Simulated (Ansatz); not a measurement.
Ga₃Sn: energy above lowest point against volume scale

Results calculated with Ansatz 0.2.0, not measured. Free energy against uniform scaling of the volume at fixed shape and fractions; periodic cell, basis, potentials, k mesh and filling as listed.

The cell before it is scaled or strained (space group Fm-3m, No. 225):
```
Ga3Sn
1.0
      0.0000     3.4666     3.4666
      3.4666     0.0000     3.4666
      3.4666     3.4666     0.0000
Ga Sn
3 1
Direct
  0.25000 0.25000 0.25000
  0.75000 0.75000 0.75000
  0.50000 0.50000 0.50000
  0.00000 0.00000 0.00000
```

Settings of every row: functional LDA; dispersion none; potentials PAW; wave cutoff 462.59 eV; density cutoff 1850.4 eV; k mesh 6x6x6; k shift 0x0x0; occupations cold; smearing width 0.05 eV; spin none.

Limits: coarse k mesh, up to 40 meV an atom off; the cell comes from a prototype or a list of computed structures and needn't be the stable phase.

```csv
row,volume scale,V (Å³/atom),energy above lowest point (meV/atom)
1,0.88,18.33,13.5
2,0.92,19.163,0
3,0.96,19.996,2.1
4,1,20.83,?
5,1.04,21.663,37.3
6,1.08,22.496,65.6
7,1.12,23.329,100.4
```

Question: what energy above lowest point should row 4 give?

Worked fit of energy above lowest point. Take u = (V_r/V)^(2/3) − 1 with V_r = 20.829 Å³ an atom, which is twice the finite (Eulerian) strain; such expansions in the strain, on which the Birch-Murnaghan equation of state is built, carry the rest volume and the bulk modulus. The shown rows have u = 0.08894, 0.05715, 0.02758, -0.02583, -0.05003, -0.07278. Least squares give energy above lowest point = 14.86 − 657.3 × u + 7163 × u² meV/atom; a straight line predicts inner rows, each left out in turn, worse (root mean square 17 against 0.75 meV/atom). The rows lie off it by 0.4, -0.7, -0.1, 0.7, -0.1, -0.2 (root mean square 0.45 meV/atom). The withheld row has u = -3e-05, so the fit gives 14.86 − 657.3 × (-3e-05) + 7163 × (-3e-05)² = 14.9 meV/atom.

The calculation gave 15.6 meV/atom. The fit lies 0.7 meV/atom (4.5 % of the value, 0.7 % of the column's range) below it; its largest miss of a shown row is 0.7 meV/atom.
